## Why the paramagnetism of BH depends so strongly on the method

Boron monohydride has no unpaired electrons, yet in every row below its average magnetisability is positive: a magnet would weakly attract it. The size of this effect changes by half between functionals, because it is what remains when a large diamagnetic part is subtracted from a larger paramagnetic one. Functionals act on the paramagnetic part, through the energy needed to move an electron from the boron lone pair into an empty orbital. Small basis sets act in good measure on the diamagnetic part.

PySCF 2.14.0 calculations for neutral singlet BH in the gas phase: non-relativistic HF or DFT with density fitting and GIAOs, at the PBE0-D3(BJ)/def2-SVP geometry. Magnetisability and molar susceptibility are isotropic averages; the anisotropy is the square root of half the summed squared differences of the principal values.

| level | magnetisability (1e-30 J/T^2) | magnetisability anisotropy (1e-30 J/T^2) | susceptibility (1e-6 cm^3/mol) |
| --- | --- | --- | --- |
| KT3/aug-pcSseg-2 | 217.9 | 623.1 | 13.120 |
| OPBE/aug-pcSseg-2 | 242.7 | 662.5 | 14.620 |
| wB97X-D/aug-pcSseg-2 | 253.9 | 678.9 | 15.290 |
| B3LYP/def2-TZVP | 265.0 | 695.5 | 15.960 |
| PW91/aug-pcSseg-2 | 265.0 | 698.8 | 15.960 |
| B3LYP/def2-TZVPD | 265.5 | 697.6 | 15.990 |
| B3LYP/pcSseg-3 | 266.1 | 697.1 | 16.030 |
| B3LYP/aug-cc-pVDZ | 267.1 | 700.8 | 16.090 |
| PBE/aug-pcSseg-2 | 268.2 | 703.5 | 16.150 |
| B3LYP/6-311G(d,p) | 271.6 | 696.9 | 16.350 |
| B3LYP/pcseg-1 | 275.6 | 701.8 | 16.600 |
| B3LYP/cc-pVDZ | 277.2 | 703.2 | 16.700 |
| HSE06/aug-pcSseg-2 | 279.1 | 716.6 | 16.810 |
| PBE0/aug-pcSseg-2 | 284.8 | 725.2 | 17.150 |
| B3LYP/3-21G | 287.4 | 718.0 | 17.310 |
| B3LYP/6-31G | 298.6 | 720.5 | 17.980 |
| HF/aug-pcSseg-2 | 304.4 | 754.4 | 18.330 |
| LDA/aug-pcSseg-2 | 327.5 | 797.2 | 19.720 |

The table holds two series, nine methods in one basis and nine basis sets with the B3LYP functional, and each is read by itself. All rows assume a closed shell. This was not tested for KT3, OPBE, PBE and LDA, but the singlet is the known ground state of BH. The anisotropy $\Delta\xi$ in the table is always a positive number. In a linear molecule whose response is larger across the bond than along it, as the computed tensors show for BH, it gives the response in both directions together with the magnetisability $\xi$:

$$\xi_\parallel=\xi-\tfrac{2}{3}\Delta\xi,\qquad \xi_\perp=\xi+\tfrac{1}{3}\Delta\xi .$$

For KT3 this gives $-197.5$ along the bond and $+425.6$ across it, in the unit of the table. The signs are the same in all rows: BH is diamagnetic along its axis and paramagnetic across it.

The reason lies in the orbitals. A field across the bond tries to turn the electron cloud about the field direction. Such a turn mixes the lone pair, which points along the axis, with the empty p orbitals of boron, which stand at right angles to it. They lie close in energy, so the mixing is easy and the induced current strengthens the field. A field along the axis finds no such mixing, since the filled orbitals are symmetric about that axis. Methane has no low-lying empty orbital of this kind, so diamagnetism wins there and the choice of functional should matter much less.

### The functionals change the paramagnetic part

The printed output splits the susceptibility, which is the magnetisability in molar units, into its two parts about the centre of mass. From KT3 to LDA the paramagnetic part across the bond grows by 22 %, while the average diamagnetic part stays near $-18$. The magnetisability grows by 50 %. The subtraction turns a moderate change in one part into a large change in the result.

Perturbation theory gives the size of the paramagnetic part. If one pair of orbitals dominates,

$$\chi_\text{para}\propto\frac{|\langle\sigma|\hat l|\pi\rangle|^2}{\varepsilon_\pi-\varepsilon_\sigma},$$

where $\sigma$ is the lone pair, $\pi$ the empty orbital, $\hat l$ the angular momentum about the field direction and $\varepsilon$ an orbital energy. If the numerator is the same for all functionals, only the orbital gap matters. The gap is 2.041 eV with PBE and 1.822 eV with LDA. Scaling the PBE value of 51.15 therefore predicts for LDA

$$51.15\times\frac{2.041}{1.822}=57.3,$$

in $10^{-6}$ cm³/mol, where the full calculation gives 56.7.

PBE sets the scale of this estimate, and the other functionals without exact exchange, KT3, OPBE, PW91 and LDA, test it. The largest miss is 1.8 % of the paramagnetic part. For these functionals the calculation itself uses orbital gaps as denominators, so that feature is not what is being tested. The agreement supports the simpler claim that one pair of orbitals carries most of the effect and keeps nearly the same shape. From LDA to KT3 the gap widens chiefly because the empty orbital rises, by about 0.4 eV.

### Exact exchange breaks the gap rule

Hartree–Fock has a gap of 10.09 eV, five times that of PBE. The same scaling would give a paramagnetic part of about 10 at most, too little to outweigh the diamagnetism. The full calculation gives 54.5, and Hartree–Fock has the second largest magnetisability in the whole table.

The orbital gap has changed its meaning. In Hartree–Fock theory an empty orbital has the energy of an electron added to the complete molecule. An electron promoted from the lone pair leaves a hole behind and is attracted by it. This attraction enters through the coupling between the orbital responses, and it lowers the effective cost of the mixing far below the bare gap. Without exact exchange there is no such coupling in the magnetic response, and the bare gap can serve.

Hybrid functionals contain both effects, a wider gap and a coupling that offsets it. PBE0 replaces a quarter of the exchange in PBE by exact exchange. Its gap is twice as wide, yet its magnetisability is higher by 16.6. HSE06, which keeps the exact exchange only at short range, lies 10.9 above PBE.

wB97X-D goes the other way and lies 14.3 below PBE, although it too contains exact exchange. Its remaining exchange and its correlation also differ from those of PBE, so the drop cannot be assigned to exact exchange alone. OPBE shows how much the approximate exchange can do: it shares its correlation with PBE, and the change of exchange lowers the magnetisability by 25.5. That a similar effect pulls wB97X-D down is a reasonable guess, which these rows do not test.

### Small basis sets weaken the diamagnetism

The nine B3LYP rows need another explanation, because they share one functional and their orbital gaps agree within 1.4 %. Diamagnetism grows with the mean square distance of the electrons from the field axis, so it depends on the outer reaches of the cloud. The cc-pVDZ basis has no diffuse functions and makes the cloud too compact. Less is then subtracted from the paramagnetic part, and the magnetisability comes out too high. Adding diffuse functions lowers it by 10.1, and about nine tenths of this change is diamagnetic.

The anisotropy shows the difference between the two causes. When only the response across the bond changes, the anisotropy must move 1.5 times as much as the magnetisability, because the average counts that direction with a weight of two thirds. From KT3 to LDA the ratio is 1.6. When the diamagnetism weakens in all directions alike, the anisotropy stays put. Between aug-cc-pVDZ and cc-pVDZ the ratio is only 0.24.

The larger def2-TZVP basis already reaches far enough, and diffuse functions change its result by a mere 0.5. The 6-31G basis fails in both ways. It lies 32.5 above pcSseg-3, and about half of this excess is weakened diamagnetism, while the other half is a paramagnetic part that is too large. For pcseg-1 and 3-21G the paramagnetic part matters more still: only about a third of their excess over pcSseg-3 is weakened diamagnetism.

For BH this gives a practical order of work. The sets def2-TZVP, def2-TZVPD, pcSseg-3 and aug-cc-pVDZ agree within 2.1, whereas the methods differ by $327.5-217.9=109.6$. Once a basis of this quality is in use, further effort belongs to the treatment of exchange and correlation, not to still more basis functions. The table holds no reference value, so it shows how far the methods disagree but not which of them is right.

Printed output of the fit:

```
Components (1e-30 J/T^2), gap (eV) and parts of the susceptibility (1e-6 cm^3/mol):
                   row  along bond  across bond  orbital gap  paramagnetic across  PBE value scaled by 1/gap  diamagnetic mean
      KT3/aug-pcSseg-2      -197.5        425.6        2.292                46.38                      45.56             -17.8
     OPBE/aug-pcSseg-2        -199        463.5        2.162                48.73                      48.29            -17.87
  wB97X-D/aug-pcSseg-2      -198.7        480.2        8.155                49.71                       12.8            -17.85
       B3LYP/def2-TZVP      -198.7        496.8         3.93                50.71                      26.57            -17.85
     PW91/aug-pcSseg-2      -200.9        497.9        2.052                50.87                      50.87            -17.95
      B3LYP/def2-TZVPD      -199.6          498        3.927                50.79                      26.59            -17.87
        B3LYP/pcSseg-3      -198.6        498.5        3.919                50.83                      26.64            -17.86
     B3LYP/aug-cc-pVDZ      -200.1        500.7        3.906                51.03                      26.73            -17.93
      PBE/aug-pcSseg-2      -200.8        502.7        2.041                51.15                      51.15            -17.95
     B3LYP/6-311G(d,p)        -193        503.9        3.959                50.92                      26.37            -17.59
         B3LYP/pcseg-1      -192.3        509.5        3.913                51.42                      26.68            -17.68
         B3LYP/cc-pVDZ      -191.6        511.6        3.944                51.11                      26.47            -17.37
    HSE06/aug-pcSseg-2      -198.6          518        3.545                51.97                      29.45            -17.83
     PBE0/aug-pcSseg-2      -198.7        526.5        4.321                52.48                      24.16            -17.84
           B3LYP/3-21G      -191.3        526.7        3.904                52.13                      26.74            -17.44
           B3LYP/6-31G      -181.7        538.8        3.926                52.36                      26.59            -16.92
       HF/aug-pcSseg-2      -198.5        555.9        10.09                54.49                      10.34            -17.99
      LDA/aug-pcSseg-2        -204        593.2        1.822                56.73                       57.3             -18.1
Rise of magnetisability from KT3 to LDA (%): 50.3
Rise of the paramagnetic part from KT3 to LDA (%): 22.3
Largest miss of the 1/gap estimate among the non-hybrids (%): 1.78
LDA less PBE, magnetisability (1e-30 J/T^2): 59.3
OPBE less PBE, magnetisability (1e-30 J/T^2): -25.5
HSE06 less PBE, magnetisability (1e-30 J/T^2): 10.9
PBE0 less PBE, magnetisability (1e-30 J/T^2): 16.6
wB97X-D less PBE, magnetisability (1e-30 J/T^2): -14.3
Change of anisotropy per change of magnetisability, KT3 to LDA: 1.589
Change of anisotropy per change of magnetisability, aug-cc-pVDZ to cc-pVDZ: 0.2376
Spread of the B3LYP orbital gap over the basis sets (%): 1.406
Spread of def2-TZVP, def2-TZVPD, pcSseg-3 and aug-cc-pVDZ (1e-30 J/T^2): 2.1
Diffuse functions added to cc-pVDZ, change (1e-30 J/T^2): -10.1
Diffuse functions added to def2-TZVP, change (1e-30 J/T^2): 0.5
Diamagnetic share of the excess of cc-pVDZ over aug-cc-pVDZ (%): 92.02
Excess of 6-31G over pcSseg-3 (1e-30 J/T^2): 32.5
Diamagnetic share of the excess of 6-31G over pcSseg-3 (%): 47.86
```
